**Conventions.** Hexagonal cell with $|\mathbf a_1|=|\mathbf a_2|=a$ at $120^\circ$ and $\mathbf c$ normal to both; $\gamma=c/a$. Reciprocal vectors carry no $2\pi$, so $|\mathbf G|=1/d$ for coprime $hkl$. Lower case $[uvw]$ is a three-index row, upper case $[UVTW]$ a Weber four-index row, $(hkil)$ a Miller-Bravais plane. For numbers I assume typical room-temperature parameters of wurtzite GaN, $a=3.189$ Å and $c=5.185$ Å, so $\gamma=1.6259$ and $\gamma^2=2.6436$. Every length and angle below is the number of this model lattice.

## The model: three arrows in a plane and one upright

I want to see which parts of the four-index scheme are forced, which are convention, and which need the hexagonal metric. The smallest object that has all of it is four vectors in three dimensions. With $\mathbf a_3=-(\mathbf a_1+\mathbf a_2)$ as a third basal axis I put them as columns into

$$A=\begin{pmatrix} a&-a/2&-a/2&0\\ 0&\sqrt3a/2&-\sqrt3a/2&0\\ 0&0&0&c\end{pmatrix}.$$

A quadruple $x=(x_1,x_2,x_3,x_4)^{\mathsf T}$ names the vector $\mathbf r=Ax$. Four columns in three dimensions have one linear relation, $Az=0$ with $z=(1,1,1,0)^{\mathsf T}$, which is $\mathbf a_1+\mathbf a_2+\mathbf a_3=0$.

The two products of $A$ with its transpose are all I need. The first is diagonal,

$$AA^{\mathsf T}=\mathrm{diag}\left(\tfrac32a^2,\ \tfrac32a^2,\ c^2\right),$$

which says that for any vector $\mathbf r_\parallel$ in the basal plane

$$\sum_{j=1}^3\mathbf a_j\,(\mathbf a_j\cdot\mathbf r_\parallel)=\tfrac32a^2\,\mathbf r_\parallel .\tag{1}$$

The second is the metric of the four axes. Its basal block has $a^2$ on the diagonal and $-a^2/2$ off it, so

$$g=A^{\mathsf T}A=\begin{pmatrix}\tfrac32a^2P&0\\0&c^2\end{pmatrix},\qquad P=\frac13\begin{pmatrix}2&-1&-1\\-1&2&-1\\-1&-1&2\end{pmatrix}.$$

$P$ is the projector on triples that sum to zero: $P^2=P$, and it annihilates $(1,1,1)$. The eigenvalues of $g$ are therefore $0$, $\tfrac32a^2$ twice, and $c^2$; for my lattice $0$, $15.25$, $15.25$ and $26.88$ Å$^2$. The zero mode $z$ is the redundancy, and the degenerate pair is the isotropy of the basal plane.

## Planes: the third index is forced

The planes $\mathbf G\cdot\mathbf r=n$ with integer $n$ form the family with normal $\mathbf G$. The plane $n=1$ cuts the axis $\mathbf a_j$ at the multiple $1/(\mathbf G\cdot\mathbf a_j)$, so the index for any axis is the reciprocal intercept $\mathbf G\cdot\mathbf a_j$. All four at once:

$$m=(h,k,i,l)^{\mathsf T}=A^{\mathsf T}\mathbf G .$$

Then $z^{\mathsf T}m=(Az)\cdot\mathbf G=0$, that is

$$h+k+i=\mathbf G\cdot(\mathbf a_1+\mathbf a_2+\mathbf a_3)=0,\qquad i=-(h+k).$$

No choice was made here. The indices $h,k,l$ are the ordinary Miller indices and $i$ is one more intercept of the same plane. For $(11\bar22)$ the intercepts are $1,\,1,\,-\tfrac12,\,\tfrac12$. I can confirm the third by eye: the trace in the basal plane is the chord from the tip of $\mathbf a_1$ to the tip of $\mathbf a_2$, and its midpoint is $(\mathbf a_1+\mathbf a_2)/2=-\mathbf a_3/2$.

## Rows: the third index is a choice

For rows the redundancy acts the other way. The vector $\mathbf r=u\mathbf a_1+v\mathbf a_2+w\mathbf c$ is $Ax$ for every member of the line

$$x(s)=(u+s,\ v+s,\ s,\ w),$$

since adding $sz$ adds the zero vector. The three-index symbol is the member $s=0$, which treats $\mathbf a_3$ differently from the other two axes. The Weber symbol is the member with $U+V+T=0$. That needs $u+v+3s=0$, so $s=-(u+v)/3$ and

$$U=\frac{2u-v}{3},\quad V=\frac{2v-u}{3},\quad T=-\frac{u+v}{3},\quad W=w .\tag{2}$$

This is $P$ applied to $(u,v,0)$. It is also the shortest member: the derivative of $(u+s)^2+(v+s)^2+s^2$ is $2(u+v+3s)$, which vanishes at the same $s$. Going back means subtracting $Tz$:

$$u=U-T=2U+V,\qquad v=V-T=U+2V,\qquad w=W.$$

Equation (1) gives the Weber indices a geometric meaning. It writes $\mathbf r_\parallel=\sum_j\frac{2}{3a^2}(\mathbf a_j\cdot\mathbf r)\,\mathbf a_j$, and these coefficients sum to zero because the $\mathbf a_j$ do. The sum-zero member of the line is unique, so

$$U=\frac{2\,\mathbf a_1\cdot\mathbf r}{3a^2},\quad V=\frac{2\,\mathbf a_2\cdot\mathbf r}{3a^2},\quad T=\frac{2\,\mathbf a_3\cdot\mathbf r}{3a^2},\quad W=\frac{\mathbf c\cdot\mathbf r}{c^2}.\tag{3}$$

So the Weber indices are orthogonal projections on the axes, as plane indices are, up to two different scale factors.

Two things to watch. First, the thirds are real. The map $(U,V)\to(u,v)$ has determinant $3$, so integer quadruples reach only the lattice points with $u+v$ divisible by 3. The axis $\mathbf a_1$ itself is $\tfrac13[2\bar1\bar10]$. As a bare direction one clears fractions, and the factor must multiply $W$ as well: $[\bar1\bar11]$ gives $(-\tfrac13,-\tfrac13,\tfrac23,1)$, that is $\tfrac13[\bar1\bar123]$. Second, the plane recipe must not be copied to rows. Inserting $-(u+v)$ into $[100]$ gives $[10\bar10]=\mathbf a_1-\mathbf a_3=2\mathbf a_1+\mathbf a_2$, which is $30^\circ$ away from $\mathbf a_1$.

## Zone law

For any member of the line,

$$\mathbf G\cdot\mathbf r=\mathbf G\cdot Ax=m^{\mathsf T}x(s)=hu+kv+lw+s\,(h+k+i),$$

and the last term vanishes. In the Weber form

$$hU+kV+iT+lW=hu+kv+lw=n,\tag{4}$$

where $n$ counts the planes that a lattice vector crosses. The row lies in the plane when $n=0$, which is the zone law $hU+kV+iT+lW=0$. The law holds for every $s$, so it is not what recommends the Weber choice. For $n$ to be the layer count the prefactor $\tfrac13$ must be kept.

## The normal

What the Weber choice buys is the metric. Put $\mathbf r=\mathbf G$ in (3) and use $\mathbf a_j\cdot\mathbf G=h,k,i$ and $\mathbf c\cdot\mathbf G=l$:

$$\mathbf G=\frac{2}{3a^2}\left(h\mathbf a_1+k\mathbf a_2+i\mathbf a_3\right)+\frac{l}{c^2}\mathbf c .$$

Multiplying by $3a^2/2$,

$$\text{normal to }(hkil)\ \parallel\ \left[h,\ k,\ i,\ \frac{3a^2}{2c^2}\,l\right].\tag{5}$$

In matrix terms this solves $gx=m$. The matrix $g$ is singular, a solution exists because $m$ is orthogonal to $z$, and on sum-zero quadruples $P$ acts as the identity, so $g$ is inverted by dividing by its nonzero eigenvalues. The ratio of those eigenvalues, $\tfrac32a^2/c^2$, is the factor in (5). The same step gives the scalar products

$$\mathbf r\cdot\mathbf r'=\tfrac32a^2\,(UU'+VV'+TT')+c^2WW',$$

$$\mathbf G\cdot\mathbf G'=\frac{2}{3a^2}(hh'+kk'+ii')+\frac{ll'}{c^2},\tag{6}$$

with no cross terms. For $s\neq-(u+v)/3$ the squared length picks up the correction $-\tfrac12a^2(x_1+x_2+x_3)^2$, which comes from the off-diagonal part of $P$.

The vectors $2\mathbf a_j/3a^2$ are parallel to the direct axes and are not the reciprocal basis. The reciprocal vector $\mathbf a_1^*$ is $\mathbf G_{10\bar10}=\frac{2}{3a^2}(\mathbf a_1-\mathbf a_3)$, of length $2/(\sqrt3a)$ and turned by the $30^\circ$ found above.

With $\Lambda=\sqrt{2/3}\,\gamma$, writing rows as $(U,V,T,\Lambda W)$ and planes as $(h,k,i,l/\Lambda)$ makes both products Cartesian in four dimensions, which is Frank's construction (1965). Parallelism then reads $\Lambda W=l/\Lambda$, or $W=l/\Lambda^2$, the same as (5). My lattice has $\Lambda=1.3275$. A plane and a row with equal indices are perpendicular if $l=0$, if $h=k=0$, or if $\Lambda=1$. The last case is $\gamma=\sqrt{3/2}=1.2247$, the ratio of body diagonal to face diagonal of a cube, that is a simple cubic metric viewed along $[111]$.

## Numbers for $(11\bar22)$

**Cartesian test of (5).** Solving $A^{\mathsf T}\mathbf G=m$ gives $\mathbf G=\left(h/a,\ (h+2k)/\sqrt3a,\ l/c\right)$, here $(0.3136,\ 0.5431,\ 0.3857)$ Å$^{-1}$. Formula (5) gives $[1,1,\bar2,W_n]$ with

$$W_n=\frac{3a^2}{c^2}=\frac{3}{\gamma^2}=1.135 .$$

As a vector this is $3(\mathbf a_1+\mathbf a_2)+W_n\mathbf c=(4.78,\ 8.29,\ 5.88)$ Å, and each component is $15.25$ Å$^2$ times that of $\mathbf G$, as it must be.

**Spacing.** From (6), $h^2+k^2+i^2=6$ and

$$\frac1{d^2}=\frac4{a^2}+\frac4{c^2}=0.3933+0.1488=0.5421\ \text{Å}^{-2},\qquad d=\frac{ac}{2\sqrt{a^2+c^2}}=1.358\ \text{Å}.$$

**Inclination.** The basal and axial parts of $\mathbf G$ are $2/a$ and $2/c$, so the angle $\theta$ between the normal and $\mathbf c$ obeys $\tan\theta=\gamma$, and $\theta=58.41^\circ$.

**Rows near the normal.** All rows $[11\bar2W]$ lie in the plane $(1\bar100)$, which also contains $\mathbf c$ and $\mathbf G$. The basal part has length $3a$, so the signed tilt from $\mathbf c$ is $\tan\phi=3/(W\gamma)$, positive towards $[11\bar20]$. The product $\tan\phi\tan\theta=3/W$ does not depend on the cell.

| row | $\phi$ | $\phi-\theta$ |
|---|---|---|
| $[11\bar21]$ | $61.54^\circ$ | $3.14^\circ$ |
| $[8\,8\,\overline{16}\,9]$ | $58.63^\circ$ | $0.22^\circ$ |
| $[11\bar22]$ | $42.69^\circ$ | $-15.71^\circ$ |
| $[11\bar23]$ | $31.59^\circ$ | $-26.81^\circ$ |
| $[\bar1\bar123]$ | $-31.59^\circ$ | $-90^\circ$ exactly |

The row $[11\bar22]$ misses the normal of $(11\bar22)$ by almost $16^\circ$, so the cubic habit of naming the growth direction after the plane fails badly. The row $[11\bar21]$ would be exact for $\gamma=\sqrt3$. For ideal tetrahedral stacking, $\gamma=\sqrt{8/3}=1.6330$ and $\Lambda=4/3$, the normal is rational, $W_n=9/8$, and the row is $[8\,8\,\overline{16}\,9]$. Its three-index form is $[24\,24\,9]$, with primitive vector $[883]$. That vector crosses $n=8+8+6=22$ planes and has length $\sqrt{64a^2+9c^2}=29.88$ Å; $22d$ is also $29.88$ Å at this precision, because the cosine of $0.22^\circ$ differs from one only in the sixth decimal. It is a nearly orthogonal out-of-plane vector for a periodic cell of this orientation.

**Rows in the plane.** The zone law is $U+V-2T+2W=0$, or with $T=-(U+V)$ simply $3(U+V)+2W=0$. Two solutions are $[1\bar100]$, with sum $1-1=0$, and $[\bar1\bar123]$, with sum $-1-1-4+6=0$. Their four-index scalar product is $\tfrac32a^2(-1+1+0)+0=0$ for any $c/a$. The primitive vectors are $[1\bar100]=\mathbf a_1-\mathbf a_2$, of length $\sqrt3a=5.524$ Å, and $\tfrac13[\bar1\bar123]=\mathbf a_3+\mathbf c$, of length $\sqrt{a^2+c^2}=6.087$ Å. The rectangle has area $33.62$ Å$^2$. The cell volume is $\tfrac{\sqrt3}{2}a^2c=45.67$ Å$^3$ and volume over $d$ is $\sqrt3a\sqrt{a^2+c^2}$, the same expression, so the rectangle is the primitive surface mesh. The second row is also the direction of the projection of $\mathbf c$ on the surface, since it lies both in the surface and in $(1\bar100)$. Had I padded $[\bar1\bar11]$ by the plane recipe, I would have written $[\bar1\bar121]$, whose sum is $-4$: not in the plane.

**Layer counts.** Equation (4) is the $\mathbf g\cdot\mathbf b$ product of electron microscopy. For $\mathbf g=11\bar22$ the axes $\mathbf a_1,\mathbf a_2,\mathbf a_3$ give $1,1,-2$ and $\mathbf c$ gives $2$. The six vectors $\pm\mathbf a_j+\mathbf c$ of type $\tfrac13\langle11\bar23\rangle$ then give $3,3,0$ for the plus sign and $1,1,4$ for the minus sign. Only $\mathbf a_3+\mathbf c$ and its negative lie in the plane.

**The reflection.** In wurtzite each species occupies $(\tfrac13,\tfrac23,z_0)$ and $(\tfrac23,\tfrac13,z_0+\tfrac12)$. The difference $(\tfrac13,-\tfrac13,\tfrac12)$ becomes $\boldsymbol\tau=\tfrac16[2\bar203]$ by (2), and the structure factor carries $1+\exp(2\pi\mathrm i\,\mathbf G\cdot\boldsymbol\tau)$ with $\mathbf G\cdot\boldsymbol\tau=(h-k)/3+l/2$. It vanishes for $l$ odd with $h-k$ divisible by 3, a condition that is symmetric in the basal indices because it implies $h\equiv k\equiv i \pmod 3$. For $11\bar22$ the product is $1$ and the factor takes its full value $2$. With a typical Cu K$\alpha_1$ wavelength of $1.5406$ Å, $\sin\theta_B=\lambda/2d=0.5672$ and the symmetric scan of the model has its peak at $2\theta_B=69.1^\circ$, refraction neglected.

## What the extra index does for symmetry

A rotation by $+60^\circ$ about $\mathbf c$ sends $\mathbf a_1\to-\mathbf a_3$, $\mathbf a_2\to-\mathbf a_1$, $\mathbf a_3\to-\mathbf a_2$. Rows go as $[UVTW]\to[\bar V\bar T\bar UW]$. Since by (5) the basal indices of a plane are those of its normal row, planes follow the same signed permutation, $(hkil)\to(\bar k\,\bar i\,\bar h\,l)$. With three indices there are two different rules, $[uvw]\to[u-v,\,u,\,w]$ and $(hkl)\to(\bar k,\,h+k,\,l)$. The orbit of my plane is

$$(11\bar22),\ (\bar12\bar12),\ (\bar2112),\ (\bar1\bar122),\ (1\bar212),\ (2\bar1\bar12),$$

visibly one family, against $(112),(\bar122),(\bar212),(\bar1\bar12),(1\bar22),(2\bar12)$. The sixfold axis of wurtzite is a $6_3$ screw, which acts on indices as this rotation. The point group $6mm$ has no operation that reverses $\mathbf c$, so $(11\bar2\bar2)$ has the same spacing but is a different surface. For neighbouring facets (6) gives $hh'+kk'+ii'=3$ and

$$\cos\psi=\frac{2/a^2+4/c^2}{4/a^2+4/c^2}=\frac{1+\gamma^2/2}{1+\gamma^2}=0.6372,\qquad\psi=50.4^\circ$$

between their normals.

## Against the general statement

For any lattice with basis matrix $B$ and metric $g_3=B^{\mathsf T}B$, the general rules are: planes are $B^{\mathsf T}\mathbf G$, the zone law is $hu+kv+lw=0$, the normal is the row $g_3^{-1}(h,k,l)^{\mathsf T}$, and $1/d^2$ is the quadratic form of $g_3^{-1}$. The hexagonal basal block $a^2\begin{pmatrix}1&-1/2\\-1/2&1\end{pmatrix}$ has the inverse $\frac{2}{3a^2}\begin{pmatrix}2&1\\1&2\end{pmatrix}$, so the normal is

$$[uvw]\ \parallel\ \left[2h+k,\ h+2k,\ \frac{3a^2}{2c^2}l\right].$$

Conversion by (2) gives $U=(4h+2k-h-2k)/3=h$, $V=k$, $T=-(h+k)=i$, which is (5). For $(112)$ the row is $[3,\,3,\,1.135]$. Likewise $h^2+k^2+i^2=2(h^2+hk+k^2)$ turns (6) into $1/d^2=4(h^2+hk+k^2)/3a^2+l^2/c^2$. The four-vector model is thus no approximation: it holds for all indices and all $c/a$, because every statement is linear algebra on $A$.

It also sorts the results by what they use. The relation $i=-(h+k)$, the conversion (2) and the zone law use only $Az=0$, which survives any homogeneous deformation. Equations (1), (3), (5) and (6) need three equal basal axes and $\mathbf c$ normal to them. This matters for a strained semipolar layer, where the strain axes are set by the surface and not by $\mathbf c$. Under a deformation $F$, rows go to $F\mathbf r$ and normals to $F^{-\mathsf T}\mathbf G$, so $n$ is unchanged, while the indices of the normal are those of $(F^{\mathsf T}F)^{-1}\mathbf G\approx(1-2\varepsilon)\mathbf G$ in the unstrained cell. Stretches within the surface or along its normal $\hat{\mathbf n}$ leave that direction alone. A shear component $\varepsilon_{nt}$ between the normal and an in-plane direction $\hat{\mathbf t}$ turns it by $2\varepsilon_{nt}$ to first order. The simple shear $F=1+2\varepsilon_{nt}\hat{\mathbf t}\hat{\mathbf n}^{\mathsf T}$ shows this exactly: the surface normal stays fixed and the formerly normal row tilts by $\arctan2\varepsilon_{nt}$. An assumed, purely illustrative $\varepsilon_{nt}=10^{-3}$ gives $0.11^\circ$, half the offset of $[8\,8\,\overline{16}\,9]$, so in a sheared layer that small offset cannot be read from the unstrained cell.

**How many figures hold.** From $\tan\theta=\gamma$, $\delta\theta=\frac{\gamma}{1+\gamma^2}\,\delta\ln\gamma=0.446\,\delta\ln\gamma$ in radians, and $\delta W_n=-2W_n\,\delta\ln\gamma$. A change of $0.001$ Å in $a$ moves $\theta$ by $0.008^\circ$ and $W_n$ by $0.0007$. The compiled linear expansion along $c$, $3.17\times10^{-6}$ K$^{-1}$ (Ioffe Institute, temperature not stated), taken alone over 100 K also moves $\theta$ by $0.008^\circ$; expansion of $a$ acts in the opposite sense. The second decimal of the tabulated angles therefore belongs to the assumed cell and is uncertain by about one unit for a real crystal. The model's inclination, $58.4^\circ$, is of the size typically quoted for this plane, about $58^\circ$, but that figure is itself derived from such lattice parameters and is no independent test. The integer results, $[1\bar100]$ and $[\bar1\bar123]$ in the plane and the layer counts, carry no such uncertainty.